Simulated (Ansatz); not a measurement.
**Loss of H2: GaH3(SH2) → GaH2(SH) + H2**

Species: GaH3(SH2), singlet; GaH2(SH), singlet; H2 (hydrogen), singlet. 

Shapes, held fixed at every level: PBE0-D4/def2-TZVP. Programs: Ansatz 0.2.0. The zero-point and thermal change to 298 K, harmonic and unscaled (PBE0-D4/def2-TZVP), is -8.7 kJ/mol.

**Question.** Estimate ΔH(298 K) of this reaction.

**Answer.** The highest level, CCSD(T)/def2-TZVPP, gives ΔH(298 K) = -45.6 kJ/mol; the levels span -52.0 to -20.1. The column of differences is taken from that level and isn't an error. No measured value is set beside it here. Relativity is left out for Ga unless named. Correlated rows may include outer-core shells of Ga, which these sets cover unevenly.

```json
{"level": "SPW92/def2-TZVPP", "kind": "LDA", "ΔH(298 K) (kJ/mol)": "-20.1", "less CCSD(T)/def2-TZVPP": "+25.5"}
{"level": "r2SCAN-D4/def2-TZVPP", "kind": "meta-GGA", "ΔH(298 K) (kJ/mol)": "-45.6", "less CCSD(T)/def2-TZVPP": "0.0"}
{"level": "BHLYP-D4/def2-TZVPP", "kind": "global hybrid", "ΔH(298 K) (kJ/mol)": "-44.3", "less CCSD(T)/def2-TZVPP": "+1.3"}
{"level": "B2PLYP/def2-TZVPP", "kind": "double hybrid", "ΔH(298 K) (kJ/mol)": "-51.9", "less CCSD(T)/def2-TZVPP": "-6.3"}
{"level": "MP2/def2-SVP", "kind": "perturbation theory", "ΔH(298 K) (kJ/mol)": "-43.3", "less CCSD(T)/def2-TZVPP": "+2.3"}
{"level": "MP2/def2-TZVPP", "kind": "perturbation theory", "ΔH(298 K) (kJ/mol)": "-52.0", "less CCSD(T)/def2-TZVPP": "-6.4"}
{"level": "CCSD/def2-SVP", "kind": "coupled cluster or CI", "ΔH(298 K) (kJ/mol)": "-36.6", "less CCSD(T)/def2-TZVPP": "+9.0"}
{"level": "CCSD(T)/def2-TZVPP", "kind": "coupled cluster or CI", "ΔH(298 K) (kJ/mol)": "-45.6", "less CCSD(T)/def2-TZVPP": "0.0"}
```

Every level makes H2 loss exothermic, and the thermal term of -8.7 kJ/mol is too small to account for the sign, so the driving force is electronic. A hydridic Ga–H and a proton-like S–H hydrogen combine into the strong H–H bond, while the weak dative S→Ga contact gives way to a covalent, polar Ga–S bond. Sulfur lone-pair donation into the vacant gallium p orbital may add a little stabilisation to the three-coordinate product.

The LDA value of -20.1 kJ/mol stands apart, probably because that functional overbinds the donor–acceptor adduct. MP2 becomes more exothermic on going from the smaller to the larger basis, which suggests that much of the gap between CCSD/def2-SVP and CCSD(T)/def2-TZVPP reflects the basis rather than the triples. The exact match of r2SCAN-D4 with CCSD(T) may therefore owe something to error cancellation. Release of a gas molecule should favour elimination further in free energy, but the reaction enthalpy says nothing about the barrier, and so nothing about how long the adduct would persist.
